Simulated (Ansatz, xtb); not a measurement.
C5H9NSi2: which of two isomers lies lower

Structure a is `[SiH3]c1cccc([SiH3])n1`, a singlet and structure b is `[SiH3]c1cncc([SiH3])c1`, a singlet. Both are isolated molecules in the gas phase, relaxed with r2SCAN-D4/def2-SVP.

Estimate E(b) − E(a) at the level CCSD(T)/def2-SVP + ΔMP2/def2-TZVPP.

Calculated at CCSD(T)/def2-SVP + ΔMP2/def2-TZVPP: E(b) − E(a) = −2.8 kcal/mol, so structure b lies lower.

How the difference moves with the method:

| level | geometry | E(b) − E(a) (kcal/mol) | departure from the last row (kcal/mol) | job, with rough time for the two |
| --- | --- | --- | --- | --- |
| GFN2-xTB | GFN2-xTB | −2.1 | +0.8 | optimisation, 0.71 s |
| HF/STO-3G | GFN2-xTB | −1.3 | +1.6 | single point, 4 s |
| r2SCAN-D4/def2-SVP//GFN2-xTB | GFN2-xTB | −2.2 | +0.7 | single point, 21 s |
| r2SCAN-D4/def2-SVP | r2SCAN-D4/def2-SVP | −2.3 | +0.6 | optimisation, 6.2 min |
| HF/def2-SVP | r2SCAN-D4/def2-SVP | −3.0 | −0.1 | part of the CCSD(T) run |
| MP2/def2-SVP | r2SCAN-D4/def2-SVP | −1.8 | +1.1 | part of the CCSD(T) run |
| CCSD(T)/def2-SVP | r2SCAN-D4/def2-SVP | −2.2 | +0.7 | single point |
| CCSD(T)/def2-SVP + ΔMP2/def2-TZVPP | r2SCAN-D4/def2-SVP | −2.8 |  | single point, 8.1 min |

As drawn, both hold the same kinds of bond in the same numbers.

None of the levels shown reverses the order. The largest departure from CCSD(T)/def2-SVP + ΔMP2/def2-TZVPP is that of HF/STO-3G, 1.6 kcal/mol. A small imaginary or near-zero mode remains, so no thermal terms are given. The last row adds to CCSD(T) the change of the MP2 difference between the two basis sets, here −0.7 kcal/mol.

The correlated steps freeze 16 core orbitals. Programs: Ansatz 0.2.0, xtb 6.7.1; the last row on 2 threads of Intel(R) Xeon(R) Processor @ 2.50GHz (Skylake/Cascade Lake) on a shared host.

The 3,5-disilylpyridine lies modestly below the 2,6-isomer, and every level agrees on the order. The likely reason is the position of the electropositive silyl groups relative to nitrogen. A C–Si bond places negative charge on the ring carbon. Next to nitrogen, that charge faces the in-plane lone pair, and the carbon is already drained by its electronegative neighbour. Any attraction between the lone pair and silicon in the 2,6-isomer is evidently too weak to compensate.

In the smaller basis, correlation reduces the preference for the 3,5-isomer from −3.0 kcal/mol at Hartree–Fock to −2.2 kcal/mol with CCSD(T), while MP2 overshoots this reduction. Enlarging the basis moves the difference back the other way, so the close agreement of HF/def2-SVP with the final value reflects cancellation rather than an unimportant role for correlation. The total energies support the ordering of the isolated molecules, but they cannot separate lone-pair repulsion from bond polarisation as its origin.
